**The ratio of repulsion to attraction in ions with 14 electrons**

The quantity is $-V_{ee}/V_{ne}$, where $V_{ee}$ is the electron-electron energy of an atom (Coulomb repulsion less exchange) and $V_{ne}$ is the electron-nucleus energy, which is negative. Both are expectation values in the non-relativistic Hartree-Fock wavefunction, and with the kinetic energy $T$ they add up to the total energy, $E = T + V_{ne} + V_{ee}$. The electron number $N = 14$ and the configuration are held fixed while the nuclear charge $Z$ runs from 14 to 26. Energies are in hartree.

Silicon and ions with 14 electrons, all in the configuration [Ne] 3s2 3p2, computed with B-spline radial code 1 using non-relativistic Hartree-Fock for the average of the configuration, with a spherical atom, a point nucleus and the basis-set limit. Vee is the electron-electron energy and Vne the electron-nucleus energy.

| species | Z | charge (e) | E total (hartree) | kinetic (hartree) | electron-nucleus (hartree) | electron-electron (hartree) | −Vee/Vne |
| --- | --- | --- | --- | --- | --- | --- | --- |
| Si | 14 | 0 | -288.8346 | 288.835 | -689.320 | 111.651 | 0.1620 |
| P+ | 15 | 1 | -340.3239 | 340.324 | -806.049 | 125.401 | 0.1556 |
| S2+ | 16 | 2 | -396.3013 | 396.301 | -931.456 | 138.853 | 0.1491 |
| Ar4+ | 18 | 4 | -521.6686 | 521.669 | -1208.65 | 165.308 | 0.1368 |
| K5+ | 19 | 5 | -591.0449 | 591.045 | -1360.49 | 178.404 | 0.1311 |
| Ca6+ | 20 | 6 | -664.8776 | 664.878 | -1521.20 | 191.445 | 0.1259 |
| Sc7+ | 21 | 7 | -743.1642 | 743.164 | -1690.77 | 204.443 | 0.1209 |
| V9+ | 23 | 9 | -913.0924 | 913.092 | -2056.53 | 230.347 | 0.1120 |
| Cr10+ | 24 | 10 | -1004.731 | 1004.73 | -2252.73 | 243.265 | 0.1080 |
| Mn11+ | 25 | 11 | -1100.819 | 1100.82 | -2457.80 | 256.165 | 0.1042 |
| Fe12+ | 26 | 12 | -1201.356 | 1201.36 | -2671.76 | 269.051 | 0.1007 |

The ratio falls in every step, from 0.1620 in Si through 0.1259 in Ca⁶⁺ to 0.1007 in Fe¹²⁺. The steps S²⁺ to Ar⁴⁺ and Sc⁷⁺ to V⁹⁺ look large because each spans two units of $Z$. The product of ratio and $Z$ is not constant: it is 2.268 in Si, 2.517 in Ca⁶⁺ and 2.618 in Fe¹²⁺, and it rises in every step. An explanation has to give both the fall and this slow rise.

Two theorems tie the columns together. The virial theorem for Coulomb forces gives $T = -E$, hence $V_{ee} = 2E - V_{ne}$ and ratio $= 1 - 2E/V_{ne}$. The Hellmann-Feynman theorem, which fully optimised Hartree-Fock orbitals obey, gives $V_{ne} = Z\,dE/dZ$ at fixed $N$. The table satisfies the first to its last printed digit, and central differences of the total energy reproduce $V_{ne}/Z$ to 0.006% or better in the five rows that have both neighbours. These agreements are built into the method. Their consequence is that all columns express one function $E(Z)$, so that a model which matches the total energy and its slope with $Z$ closely is bound to match the parts, and earns no separate credit for doing so.

### First reading: the repulsion fades, or the cloud stands still

A falling ratio invites the thought that electrons in a highly charged ion repel each other less. The electron-electron column says the opposite. It grows in every step, from 111.651 in Si to 269.051 in Fe¹²⁺, a factor 2.41 while $Z$ grows by 1.86. The same fourteen electrons are pulled into a smaller volume and their mean inverse distance increases. The ratio falls because $|V_{ne}|$ grows faster still, by a factor 3.88.

A milder version holds the cloud fixed and lets $Z$ multiply the attraction. Then $V_{ee}$ and $|V_{ne}|/Z = \sum_i \langle 1/r_i\rangle$ would both be constant and the ratio would go as $1/Z$. But $|V_{ne}|/Z$ grows by a factor 2.09 along the table, so the cloud more than halves its size by this measure.

The ratio alone could not have exposed this picture, because a cloud that shrinks uniformly gives the same law. If every orbital keeps its shape and all lengths scale as $1/\zeta$, then $V_{ee} \propto \zeta$ and $V_{ne} \propto Z\zeta$, and $\zeta$ cancels whatever its dependence on $Z$. A frozen cloud, an unscreened hydrogenic cloud and a cloud with one common screening constant all predict a constant product of ratio and $Z$. The table rejects the three together. A $1/Z$ line drawn through Si lies below every later row, by 9.9% of the computed ratio at Ca⁶⁺ and 13.4% at Fe¹²⁺. The local exponent $d\ln(\text{ratio})/d\ln Z$ is $-0.58$ between Si and P⁺ and $-0.88$ between Mn¹¹⁺ and Fe¹²⁺. The cloud must be changing its shape as well as its size.

### Second reading: the Thomas-Fermi ion

The statistical atom does change shape with the degree of ionisation and has no adjustable constant. The screening function $\chi(x)$ of the scaled radius $x$ obeys $\chi'' = \chi^{3/2}/x^{1/2}$ with $\chi(0) = 1$ and initial slope $-B$. It vanishes at an edge $x_0$ fixed by $-x_0\chi'(x_0) = q = 1 - N/Z$. Integration by parts gives $T = \tfrac37(B - q^2/x_0)$ and $V_{ne} = -(B - q/x_0)$ in a common unit proportional to $Z^{7/3}$, and the virial theorem then yields

$$-\frac{V_{ee}}{V_{ne}} = 1 - \frac67\,\frac{B - q^2/x_0}{B - q/x_0}.$$

For a neutral atom this is $1/7 = 0.1429$. With the equation integrated numerically for each $q$, the ratio falls to 0.0981 at Fe¹²⁺. The direction is right, the values lie below the table in all rows, and the error relative to the Hartree-Fock ratio shrinks steadily from $-11.8\%$ in Si through $-5.0\%$ in Ca⁶⁺ to $-2.5\%$ in Fe¹²⁺. Judged on the last column, the model seems to become good for the highly charged ions.

The parts show that it does not. In Fe¹²⁺ the statistical $V_{ee}$ is 20.5% too large and $|V_{ne}|$ is 23.6% too large, both relative to the table, and the near agreement of the quotient is a cancellation. In Si the excesses are 8.4% and 22.9%, they cancel less well, and the ratio is worse although the repulsion is better. The excess attraction has a standard cause: the Thomas-Fermi density diverges at the nucleus, where the true 1s density is finite. The Scott term repairs this by adding $Z^2/2$ to $E$, which by the two theorems adds $Z^2$ to $V_{ne}$ and nothing to $V_{ee}$. With it the error of $|V_{ne}|$ becomes $-5.5\%$ in Si and $-1.7\%$ in Fe¹²⁺, and the ratio overshoots in all rows, by 14.7% in Si and 22.5% in Fe¹²⁺. An improved denominator lays bare the fault of the numerator. The statistical repulsion contains no exchange, which in Hartree-Fock lowers $V_{ee}$ and removes the repulsion of each electron with itself, so an excess is natural. Why it is so much smaller in Si is not decided by these numbers; a plausible guess is that the too diffuse tail of the neutral Thomas-Fermi atom lowers its repulsion and hides part of the excess.

### Third reading: hydrogenic shells, unevenly screened

With lengths measured in units of $1/Z$ and energies in units of $Z^2$, the Hamiltonian becomes a sum of hydrogen atoms plus $\lambda \sum_{i<j} 1/r_{ij}$ with $\lambda = 1/Z$. Expansion in $\lambda$ gives

$$E = -aZ^2 + E_1 Z + E_2 + E_3/Z + \dots$$

The first coefficient counts electrons by principal quantum number $n$: $a = \sum 1/(2n^2) = 2/2 + 8/8 + 4/18 = 20/9$. The second is the repulsion energy of the configuration average evaluated with hydrogen orbitals of $Z = 1$. Numerical Slater integrals give $E_1 = 12.762$, and neither $a$ nor $E_1$ is fitted. Differentiation and the virial theorem deliver the parts:

$$V_{ne} = Z\frac{dE}{dZ} = -2aZ^2 + E_1 Z - E_3/Z, \qquad V_{ee} = 2E - V_{ne} = E_1 Z + 2E_2 + 3E_3/Z .$$

The leading powers explain the fall. Attraction carries one factor of $Z$ from the charge and one from the contraction, and repulsion carries only the second. The product of ratio and $Z$ then tends to $E_1/2a = 2.87$, with a first correction

$$\text{ratio}\times Z \approx \frac{E_1}{2a}\left[1 + \frac{1}{Z}\left(\frac{2E_2}{E_1} + \frac{E_1}{2a}\right)\right].$$

The constant $E_2$ drops out of $V_{ne}$, which allows a test with nothing fitted: the quantity $S = 2aZ - |V_{ne}|/Z$ should approach $E_1$. The table gives $S = 12.985$ in Si, 12.829 in Ca⁶⁺ and 12.796 in Fe¹²⁺, falling in every step, from 1.74% above $E_1$ to 0.26% above it. Put otherwise, $-2aZ^2 + E_1Z$ reproduces the whole electron-nucleus column to 0.45% or better, where the Thomas-Fermi form with the Scott term missed by several per cent in Si. The slope of $V_{ee}$ with $Z$ tells the same story, as the theorems require: it decreases in every step, from 13.75 per unit $Z$ between Si and P⁺ to 12.89 between Mn¹¹⁺ and Fe¹²⁺, which is 1.0% above $E_1$. That the series exists is a matter of theory. What the table adds is that, for the attraction, its two leading terms already serve at $Z = N$.

The repulsion needs $E_2$. Without it $V_{ee} = E_1 Z$ would be $12.7624 \times 14 = 178.67$ in Si against the computed 111.65, which is 60% too large. The sign of $E_2$ follows from the variational principle. Unrelaxed hydrogenic orbitals have energy $-aZ^2 + E_1Z$ exactly, and the optimised orbitals lie lower, so the remainder $E + aZ^2 - E_1Z$ is negative. For Si it is $-288.83 + 435.56 - 178.67 = -31.95$ to within rounding, and for Fe¹²⁺ it is $-1201.36 + 1502.22 - 331.82 = -30.96$. It is nearly constant while the total energy changes fourfold. A least-squares fit of one constant to this remainder over all eleven rows gives $E_2 = -31.3$.

Ca⁶⁺, one of the rows in that fit, shows the estimate in full. With $Z = 20$, $2aZ^2 = 1777.78$ and $E_1Z = 255.25$, so $V_{ne} = -1777.78 + 255.25 = -1522.53$ against $-1521.20$ in the table. With the fitted constant kept to $-31.32$, $V_{ee} = 255.25 - 62.64 = 192.61$ against 191.445. The ratio is $192.61/1522.53 = 0.1265$ against 0.1259, too high by 0.5% of the computed value. The same one-constant model is high in every row, by 3.5% in Si and by less than 0.1% in Mn¹¹⁺ and Fe¹²⁺. The neutral atom is where $\lambda N$ is largest and the omitted terms weigh most.

Fitting two or three coefficients to the total energies in the same way lowers the error in Si, still the worst row, to 0.85% and 0.24%. Even three coefficients leave residuals of up to 0.006 hartree in $E$, above the last printed digit, so the series is not converged. The higher coefficients trade against each other ($E_3$ changes from about $-30$ to about $+2$ when a further term is admitted) and carry no meaning singly. Only $E_2$ holds still, between $-29.8$ and $-31.3$, and with it the bracket $2E_2/E_1 + E_1/2a$, between $-1.8$ and $-2.0$. The first-order form that contains this bracket gives the sign and the origin of the rise but only part of its size: with the bracket of the three-coefficient fit it yields 2.477 for Si against 2.268 and 2.659 for Fe¹²⁺ against 2.618. The estimates above use the unexpanded quotient.

### What the bracket measures

The best uniform scaling of hydrogenic orbitals can be done by hand. With a common effective charge $\zeta$ the energy is $a\zeta^2 - 2aZ\zeta + E_1\zeta$, whose minimum lies at $\zeta = Z - E_1/2a$ and equals $-aZ^2 + E_1Z - E_1^2/4a$. This has the correct $a$ and $E_1$ and a constant $E_2 = -12.7624^2/(80/9) = -18.3$. Inserted in the bracket it gives $-E_1/2a + E_1/2a = 0$, the pure $1/Z$ law met above. The fitted $E_2$ near $-31$ is much more negative, and the difference is the energy gained by relaxing beyond a common scale. The bracket compares two screening constants. The attraction behaves as $2aZ(Z - 2.87)$, and the repulsion as $E_1(Z - \sigma)$ with $\sigma = -2E_2/E_1$ between 4.7 and 4.9. This range is the fitted value for large $Z$; row by row, $Z - V_{ee}/E_1$ is somewhat larger and falls from 5.25 in Si to 4.92 in Fe¹²⁺. A larger subtraction in the numerator keeps the product of ratio and $Z$ below its limit, and both subtractions matter less as $Z$ grows, which produces the slow rise.

The orbitals of the same calculation show the unevenness directly. A screening constant for each shell can be defined as $s = Z - n^2\langle 1/r\rangle$. In Ca⁶⁺ it is 0.45 for 1s, 3.76 and 4.17 for 2s and 2p, and 8.19 and 8.85 for 3s and 3p. An outer electron has more charge inside its orbit. Since subtracting a larger $s$ makes $Z - s$ grow faster in proportion, the outer shells contract fastest: from S²⁺ to Cr¹⁰⁺, where $Z$ grows by a factor 1.5, $\langle 1/r\rangle$ grows by 1.51 for 1s, 1.68 for 2p and 2.28 for 3p.

How these constants enter the attraction is an identity. With $w$ the occupation of a shell, $S = \sum w\,s/n^2$, which for Ca⁶⁺, with the rounded constants above, is $0.90 + 1.88 + 6.26 + 1.82 + 1.97 = 12.83$. The weights $w/n^2$ favour the inner electrons: the 1s pair holds 2 of the total $40/9$ and is hardly screened at all, which pulls the average down to $12.83 \times 9/40 = 2.89$. For the repulsion the weighting can only be argued. The direct repulsion of two spherical shells is $\langle 1/r_>\rangle$, the inverse of the larger radius, so each pair is governed by its outer and more strongly screened member, and only one pair in 91 is confined to the 1s shell. An average screening nearer to the $n = 2$ values and pushed up by the $n = 3$ values is what this reasoning suggests, in line with $\sigma$ near 4.8, though no pair-by-pair sum has been made to confirm the figure.

This bears on how far the ratio is a property of the neon core. The denominator largely is: the four $n = 3$ electrons supply 5.5% of $V_{ne}$ in S²⁺, 6.7% in Ca⁶⁺ and 7.4% in Cr¹⁰⁺. Their repulsion among themselves, assembled from the Slater integrals of the same calculation, is also small, 2.01 hartree in Si and 6.99 in Fe¹²⁺, or 1.8% and 2.6% of $V_{ee}$. It is cut strongly by screening, since hydrogenic orbitals would give 5.35 and 9.94, yet the shortfalls of 3.34 and 2.95 hartree are only about 5% of the total shortfall of $V_{ee}$ below $E_1Z$, which is $178.67 - 111.65 = 67.0$ in Si and $331.82 - 269.05 = 62.8$ in Fe¹²⁺. The forty pairs between core and valence are another matter. In the hydrogenic limit $E_1$ splits into 8.771 within the core, 3.609 between core and $n = 3$, and 0.382 within $n = 3$, so the valence electrons take part in nearly a third of it. The numerator is therefore not a core quantity in that limit. In the computed ions these pairs are the most strongly screened, so their share of $V_{ee}$ is smaller than in the limit, most of all in Si, while their share of the shortfall is larger.

The same split lets one guess a neighbouring sequence. The ten core electrons alone have $a = 2$ and would give a limit $8.771/4 = 2.19$, against 2.87 with the four outer electrons. An electron added to an outer shell raises $a$ by only $1/2n^2$ but brings a new pair with every electron present, so at the same $Z$ a sequence with more electrons should have the larger ratio. Its outer shells are also more heavily screened, which should make the approach to $1/Z$ slower.

All of this concerns the Hartree-Fock function $E(Z)$. The average over the configuration matters little here. With frozen orbitals the $^3P$ term lies $\tfrac{3}{25}F^2(3p,3p)$ below the average, and the computed integrals of 4.44 eV and 17.71 eV make this about 0.5 eV in Si and 2 eV in Fe¹²⁺, a few parts in $10^4$ of $V_{ee}$. Correlation touches the limit itself, because in the hydrogenic limit $3s^23p^2$ is degenerate with other $n = 3$ configurations of the same parity, such as $3p^4$, and their mixing alters the exact $E_1$, though the coupling comes only from the small repulsion among the valence electrons. The part of the correlation energy that is independent of $Z$ makes $E_2$ more negative and so enters $V_{ee}$ twice over, lowering the ratio; its size is not known from these runs. Relativity grows along the series. The first-order Darwin term is 0.72% of $|E|$ in Si and 2.17% in Fe¹²⁺; it is one piece of the correction and the mass-velocity term has the opposite sign. The value 2.87 is thus the limit of the non-relativistic single-configuration model, known from theory. The table climbs only to 2.618 and cannot confirm it by extrapolation, and for real ions of much higher charge the relativistic terms would set in long before it is reached.

A quotient of two energies can be right for the wrong reason, as the Thomas-Fermi ratio of Fe¹²⁺ is, and it cannot tell a frozen cloud from a uniformly shrinking one. For a sequence like this the parts are to be tested singly: $2aZ - |V_{ne}|/Z$ against the hydrogenic $E_1$, to which it stays within 2% in all eleven rows, and the remainder $E + aZ^2 - E_1Z$ against $-E_1^2/4a$, since the amount by which it is more negative sets the leading departure of the ratio from $1/Z$.
